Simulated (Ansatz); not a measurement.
**A family of molecules: the HOMO–LUMO gap**

One atom is swapped for its congeners: Ti(NH2)4; Zr(NH2)4; Hf(NH2)4. All are singlets with charge 0.

Shapes, held fixed at every level: PBE0-D4/def2-TZVP. Flexible molecules stand in one conformer, not always the lowest. Programs: Ansatz 0.2.0. Values in eV.

```tsv
level	Ti(NH2)4	Zr(NH2)4	Hf(NH2)4
SPW92/def2-TZVPP	3.71	4.54	4.82
PBE-D4/def2-TZVPP	3.75	4.58	4.77
BHLYP-D4/def2-TZVPP	8.62	8.40	8.64
PBE0-D4/def2-TZVPP	6.16	6.66	6.84
r2SCAN0-D4/def2-TZVPP	6.45	7.21	7.39
wB97M-V/def2-TZVPP	10.47	10.02	10.38
wB97X-V/def2-TZVPP	10.86	10.61	10.93
```

At wB97X-V/def2-TZVPP the HOMO–LUMO gap isn't monotonic: it is largest for Hf and smallest for Zr (10.93 and 10.61 eV). 2 of 7 levels show this order throughout; 2 agree on the largest and the smallest. For atoms past krypton def2 sets carry core potentials with scalar relativity. Orbital gaps aren't excitation energies, and the LUMO depends on the basis.

The increase in the gap from Zr to Hf holds at every level, whereas the place of Ti depends on the functional. Ti has the smallest gap with SPW92, PBE, PBE0 and r2SCAN0, but lies above Zr with BHLYP and both range-separated hybrids, and even above Hf with wB97M-V. In these formally d0 amides the HOMO is expected to be mainly nitrogen lone pair and the low-lying acceptor levels metal d. The 3d shell of Ti(IV) is the most easily reduced of the three, while stronger relativistic screening of the nucleus raises the 5d shell of Hf, which accounts for the order Ti < Zr < Hf. A larger share of exact exchange probably lifts the compact 3d acceptor more than its 4d and 5d counterparts, cancelling Ti's advantage. The minimum at Zr is therefore no secure property of the group, and it doesn't overturn the familiar rise in ligand-to-metal charge-transfer energy from Ti to its heavier congeners.
